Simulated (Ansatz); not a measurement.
# BiP: pressure and energy less free atoms against volume per atom

Results calculated with Ansatz 0.2.0, not measured. Periodic Kohn-Sham DFT of a crystal at fixed atoms; pressure and stress are positive in compression; the energy is the free energy less that of spherical unpolarised free atoms; site moments are those in the method's own spheres, positive along +z.

Cell of the first row (space group Fm-3m, No. 225):
```
BiP
1.0
      0.0000     2.8844     2.8844
      2.8844     0.0000     2.8844
      2.8844     2.8844     0.0000
Bi P
1 1
Direct
  0.00000 0.00000 0.00000
  0.50000 0.50000 0.50000
```

Settings of every row: method all-electron LAPW; functional PBE; relativity scalar; k mesh 12x12x12; filling fermi-dirac; smearing width 0.05 eV; basis error target 0.25 meV/atom; nucleus gaussian.

Atom start moment: 0 on all atoms.

Limits: no spin-orbit coupling on heavy atoms; the cell comes from a prototype or a list of computed structures and needn't be the stable phase.

Limits of some rows: small gap, it may come from the mesh (row 2, 3).

```csv
row,volume per atom (Å³),pressure (GPa),energy less free atoms (eV/atom)
1,23.997,3.216,-4.4971
2,24.496,1.548,-4.5045
3,24.996,0.048,-4.5069
4,25.496,?,?
5,25.996,-2.512,-4.4989
```

Question: what pressure and energy less free atoms should row 4 give?

Worked fit of pressure. Take u = (V_r/V)^(2/3) − 1 with V_r = 24.746 Å³ an atom, which is twice the finite (Eulerian) strain; such expansions in the strain, on which the Birch-Murnaghan equation of state is built, carry the rest volume and the bulk modulus. The shown rows have u = 0.0207, 0.00679, -0.00668, -0.03232. Least squares give pressure = 0.7784 + 111.513 × u + 300.51 × u² GPa; a straight line predicts inner rows, each left out in turn, worse (root mean square 0.13 against 0.0029 GPa). The rows lie off it by 0.001, -0.001, 0.001, 0.000. The pressure vanishes at u = -0.0071, or V = 25.01 Å³ an atom, and there the bulk modulus at fixed shape and fractions is B = −V dP/dV = (2/3)(1 + u) dP/du = 71 GPa. The withheld row has u = -0.01971, so the fit gives 0.7784 + 111.513 × (-0.01971) + 300.51 × (-0.01971)² = -1.303 GPa.

The calculation gave -1.301 GPa. The fit lies 0.002 GPa (0.035 % of the column's range) below it; its largest miss of a shown row is 0.001 GPa.

Worked fit of energy less free atoms. Take u = (V_r/V)^(2/3) − 1 with V_r = 24.746 Å³ an atom, which is twice the finite (Eulerian) strain; such expansions in the strain, on which the Birch-Murnaghan equation of state is built, carry the rest volume and the bulk modulus. The shown rows have u = 0.0207, 0.00679, -0.00668, -0.03232. Least squares give energy less free atoms = −4.50628 + 0.1808 × u + 12.665 × u² eV/atom; a straight line predicts inner rows, each left out in turn, worse (root mean square 0.0056 against 6.2e-05 eV/atom). All shown rows lie on it to the printed digit. Its lowest point lies at u = -0.0071, or V = 25.01 Å³ an atom, and the curvature there gives the bulk modulus at fixed shape and fractions, B = (4/9)(1 + u)² E″(u)/V = 71.1 GPa. The withheld row has u = -0.01971, so the fit gives −4.50628 + 0.1808 × (-0.01971) + 12.665 × (-0.01971)² = -4.5049 eV/atom.

The calculation gave -4.5049 eV/atom. The fit meets it to the printed digit.
